**Q:** What does the k mesh do, and how much harm does a coarse one cause?

**A:** The electrons of a crystal are waves, and the energy is built from averages over all their wave vectors k. The program replaces each average by a sum over a grid, here with the same number of divisions along each of three directions. In the table the energy of each crystal is counted from that of its finest grid, so it reads directly as an error relative to that run.

Ansatz 0.2.0, LDA with frozen-core PAW datasets made for PBE, scalar-relativistic, no spin polarisation; plane-wave cutoff 420 eV, Fermi–Dirac smearing of 0.01 eV for BAs and 0.05 eV for Rh. Only the k mesh changes within each crystal. Energies are free energies, including the electronic entropy term; positive pressure means compression.

| crystal | k mesh | energy less that of the crystal's tightest run (meV/atom) | pressure (GPa) | volume (Å³/atom) |
| --- | --- | --- | --- | --- |
| BAs | 3x3x3 | 316 | -5.14 | 14 |
| BAs | 6x6x6 | 9.59 | -7.17 | 14 |
| BAs | 8x8x8 | 1.29 | -7.20 | 14 |
| BAs | 15x15x15 | 0 | -7.19 | 14 |
| Rh | 5x5x5 | 148 | -9.05 | 13.8 |
| Rh | 9x9x9 | 6.21 | -11.78 | 13.8 |
| Rh | 14x14x14 | 0.62 | -11.79 | 13.8 |
| Rh | 25x25x25 | 0 | -11.81 | 13.8 |

The coarsest grids are wrong by 316 meV per atom for boron arsenide and 148 meV for rhodium. The next grid brings both below 10 meV.

**Q:** Why does the error collapse so fast?

**A:** A grid with N divisions amounts to a crystal that closes on itself after N cells. The electrons then meet their own repetition, and the energy is wrong to the extent that they can notice it. In a crystal with a band gap, the quantum link between two distant places dies off exponentially with distance. Each added division should therefore divide the error by about the same factor.

In symbols, write the quantity to be averaged as a sum of waves, $f(\mathbf k)=\sum_{\mathbf R} f_{\mathbf R}\,e^{i\mathbf k\cdot\mathbf R}$, where $\mathbf R$ runs over the lattice vectors. The exact average is the constant term $f_0$. The grid can't tell a wave with vector $N\mathbf R$ from a constant, so its error is $\sum_{\mathbf R\neq 0} f_{N\mathbf R}$. For filled bands these terms shrink exponentially with N.

**Q:** Can I check that on boron arsenide?

**A:** Take the two coarser grids and predict the third, which has no part in the estimate. From 3 to 6 divisions the error falls 33-fold. Two more divisions are two thirds of that step, so

$$\Delta E_8\approx 9.59\times\left(\frac{9.59}{316}\right)^{2/3}\approx 0.93\ \text{meV per atom}.$$

The calculation gave 1.29 meV. A power of N drawn through the same two points would give 2.2 meV, which is further off. One predicted point favours the exponential but can't prove it; the analysis printed below has the same test for rhodium.

**Q:** Rhodium is a metal. Does it need a finer grid?

**A:** Theory says that it should, in the end. In a metal some bands are filled only up to the Fermi level, so the quantity to be averaged has a sharp edge in k, and a sharp edge needs waves of long range. The coarsest grid places the Fermi level 0.28 eV too high, measured from the bottom of the valence bands, which shows how poorly it samples that edge. Smearing the occupations rounds the edge, and the long waves are then expected to die off exponentially after all, though slowly if the smearing is small. More smearing would let a coarser grid serve, at the price of a larger electronic entropy term.

The table doesn't settle the matter, though. Rhodium has the smaller cell, and a smaller cell needs more divisions for the same spacing of k points. At the spacing of rhodium's 9x9x9 grid, interpolation puts boron arsenide at about 3 meV per atom, against 6 meV for rhodium. But boron arsenide has two atoms in its cell, and per cell the two errors are about equal. Whether the metal fares worse at this spacing thus depends on how the error is counted.

**Q:** Rhodium at 14x14x14 is only 0.62 meV off. Can I trust that figure?

**A:** Trust that the free energy lies within 1 meV of the finest run's, but don't take the digits for the grid's error in general. The 0.62 meV belongs to the free energy, which contains the entropy of the smeared electrons. Extrapolated to zero smearing, the same two runs differ by 0.16 meV, and their internal energies differ by −0.31 meV. The test used on boron arsenide would favour the power law here: it predicts 0.57 meV for the free energy, where the exponential gives 0.12. But each kind of energy has its own error, and in a metal such errors are expected to swing as the grid is refined. One small residue can't settle how they decay.

The −0.31 meV also shows that a finer grid can raise the internal energy. Adding plane waves gives the electrons more freedom, which should lower the free energy, the quantity they minimise. Adding k points merely changes how an average is taken. The free energy happens to fall at each refinement in this table. That is no general rule, and a low energy is no sign of a good grid.

**Q:** Why is the pressure right when the energy is still wrong?

**A:** Pressure is the slope of energy against volume, with the sign reversed. An energy error that stays the same when the crystal is stretched drops out of it. Boron arsenide at 6x6x6 is still almost 10 meV per atom too high, yet its pressure is within 0.02 GPa of the finest run. Read backwards, this means that a volume larger by 1 % would change the energy error by only about 0.02 meV per atom.

On the coarsest grids the error does depend on volume. Both crystals are under tension, and these grids understate it by 29 % in boron arsenide and 23 % in rhodium. The sign means that the energy error shrinks as the crystal expands. Stretching weakens the overlap between atoms and narrows the bands, which would leave less variation to sample; that is a likely reason, but no run here isolates it.

A settled pressure is still not an accurate one. The −7.19 GPa of boron arsenide also carries the error of the LDA and of atomic data files made for another functional, and no finer grid will remove either.

**Q:** Would the band gap of boron arsenide settle as early as the pressure?

**A:** No, because it isn't an average. It is read from the highest filled and lowest empty levels that the grid happens to hit, and the lowest empty level lies at a point that a coarse grid misses. At 6x6x6 the gap is 0.09 eV wider than on the finest grid, although the pressure has settled.

The 3x3x3 grid comes closer, at 0.04 eV, but for a bad reason. It finds its gap at the same k points as the 6x6x6 grid, so the difference between the two comes from its poorer electron density. That error happens to offset part of the missed minimum.

**Q:** So which grid should I use?

**A:** Decide first which quantity you need. For pressure, 6x6x6 was enough for boron arsenide and 9x9x9 for rhodium, if a few hundredths of a GPa are tolerable. For energies good to about 1 meV per atom, take 8x8x8 and 14x14x14. For another crystal of the same kind, gapped or metallic, start from the same spacing of the k points and not the same number of divisions: a cell twice as long needs half as many along that edge. For a metal, keep the smearing too, since a smaller one calls for a finer grid. Then refine once more, and accept the grid only if the quantity you need stays within your tolerance.

Numerical output:

```
Mesh errors against the tightest run:
  row  divisions  k spacing (1/A)  pressure error (GPa)  fall of energy error for 1 % more volume (meV/atom)  zero-smearing energy error (meV/atom)  internal energy error (meV/atom)  entropy term TS (meV/atom)
  BAs          3           0.7527                  2.05                                                1.791                                  316.3                             316.3                           0
  BAs          6           0.3763                  0.02                                              0.01748                                  9.585                             9.585                           0
  BAs          8           0.2823                 -0.01                                            -0.008738                                  1.295                             1.295                           0
  BAs         15           0.1505                     0                                                    0                                      0                                 0                           0
   Rh          5           0.5719                  2.76                                                2.377                                    155                               162                       25.12
   Rh          9           0.3177                  0.03                                              0.02584                                   5.06                              3.91                       8.876
   Rh         14           0.2043                  0.02                                              0.01723                                   0.16                           -0.3105                       10.23
   Rh         25           0.1144                     0                                                    0                                      0                                 0                       11.18
BAs energy error, 3x3x3 over 6x6x6 (ratio): 32.95
BAs energy error, 6x6x6 over 8x8x8 (ratio): 7.434
BAs full-mesh points, 8x8x8 over 6x6x6 (ratio): 2.37
Rh energy error, 5x5x5 over 9x9x9 (ratio): 23.83
Rh energy error, 9x9x9 over 14x14x14 (ratio): 10.02
BAs 8x8x8 error predicted by exponential from two coarser meshes (meV/atom): 0.9331
BAs 8x8x8 error predicted by power law from two coarser meshes (meV/atom): 2.248
Rh 14x14x14 free energy error predicted by exponential (meV/atom): 0.1179
Rh 14x14x14 free energy error predicted by power law (meV/atom): 0.5726
BAs error interpolated to the k spacing of Rh 9x9x9 (meV/atom): 3.161
the same BAs error per primitive cell of two atoms (meV/cell): 6.322
BAs 3x3x3 pressure error as share of the tension (%): 28.51
Rh 5x5x5 pressure error as share of the tension (%): 23.37
Rh 5x5x5 Fermi level above valence bottom, less that of 25x25x25 (eV): 0.2776
Rh 9x9x9 Fermi level above valence bottom, less that of 25x25x25 (eV): -0.07408
BAs 3x3x3 mesh gap less that of 15x15x15 (eV): 0.03922
BAs 6x6x6 mesh gap less that of 15x15x15 (eV): 0.09374
BAs 8x8x8 mesh gap less that of 15x15x15 (eV): 0.01284
BAs 6x6x6 mesh gap less that of 3x3x3, same k points (eV): 0.05451
```
